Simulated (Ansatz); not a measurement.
**C2H8InN: which of these isomers lies lowest?**

2 of its isomers, all singlets with charge 0: A = `C[NH][InH][CH3]`; B = `[CH3][In]([CH3])[NH2]`.

Shapes, held fixed at every level: PBE0-D4/def2-TZVP. Flexible molecules stand in one conformer, not always the lowest. Programs: Ansatz 0.2.0.

A:

```xyz
12

C    -0.6657    2.2179    0.2080
N    -0.6528    0.7914   -0.0029
In    0.9196   -0.4694    0.0969
C     0.4624   -2.5287   -0.2855
H    -1.3086    2.5186    1.0470
H    -1.0029    2.7756   -0.6768
H     0.3429    2.5711    0.4395
H    -1.5666    0.4255   -0.2216
H     2.3937    0.3249    0.4803
H    -0.5791   -2.6360   -0.5893
H     0.6296   -3.1241    0.6137
H     1.1042   -2.9219   -1.0751
```

B:

```xyz
12

C    -0.7040    1.7604   -0.9492
In   -0.0314   -0.0594   -0.0258
C     1.4870   -0.4187    1.4515
N    -0.9927   -1.7213   -0.6562
H     0.1237    2.2590   -1.4564
H    -1.0982    2.4454   -0.1963
H    -1.4877    1.5496   -1.6773
H     1.1596   -0.0447    2.4237
H     1.6855   -1.4874    1.5386
H     2.4133    0.0942    1.1881
H    -1.7445   -1.7266   -1.3255
H    -0.8104   -2.6505   -0.3152
```

Electronic energies in kJ/mol, without zero-point or thermal terms.

```csv
level,kind,B − A
PBE-D4/def2-TZVPP,GGA,-59.9
r2SCAN-D4/def2-TZVPP,meta-GGA,-62.9
r2SCAN0-D4/def2-TZVPP,global hybrid,-63.4
B2PLYP/def2-TZVPP,double hybrid,-65.2
MP2/def2-TZVPP,perturbation theory,-73.6
CCSD(T)/def2-SVP,coupled cluster or CI,-43.6
CCSD(T)/def2-TZVPP,coupled cluster or CI,-66.0
```

The highest level, CCSD(T)/def2-TZVPP, puts B lowest of these. All levels agree on that. The B − A difference spans -73.6 to -43.6 kJ/mol over the levels. For atoms past krypton def2 sets carry core potentials with scalar relativity. Outer-core shells of In are correlated, in sets that cover them unevenly.

The dimethylindium amide B lies clearly below the methylamido hydride A, by 66.0 kJ/mol at CCSD(T)/def2-TZVPP. Both isomers contain three-coordinate In(III) and an In–N bond, so the difference comes down mainly to exchanging a C–N and an In–H bond for an N–H and an In–C bond. The strong N–H bond probably supplies the driving force, since In–C is not generally stronger than In–H. Donation from the nitrogen lone pair into the empty indium p orbital is available in both isomers and should largely cancel.

The ordering is secure across the methods, but its size is less so. Going from def2-SVP to def2-TZVPP moves the CCSD(T) value from -43.6 to -66.0 kJ/mol, a larger change than the whole spread among methods in the bigger basis. The close match of B2PLYP to CCSD(T) there is therefore no proof of a converged gap. Nor does the preference between monomers settle which composition is favoured once indium amides associate through N bridges.
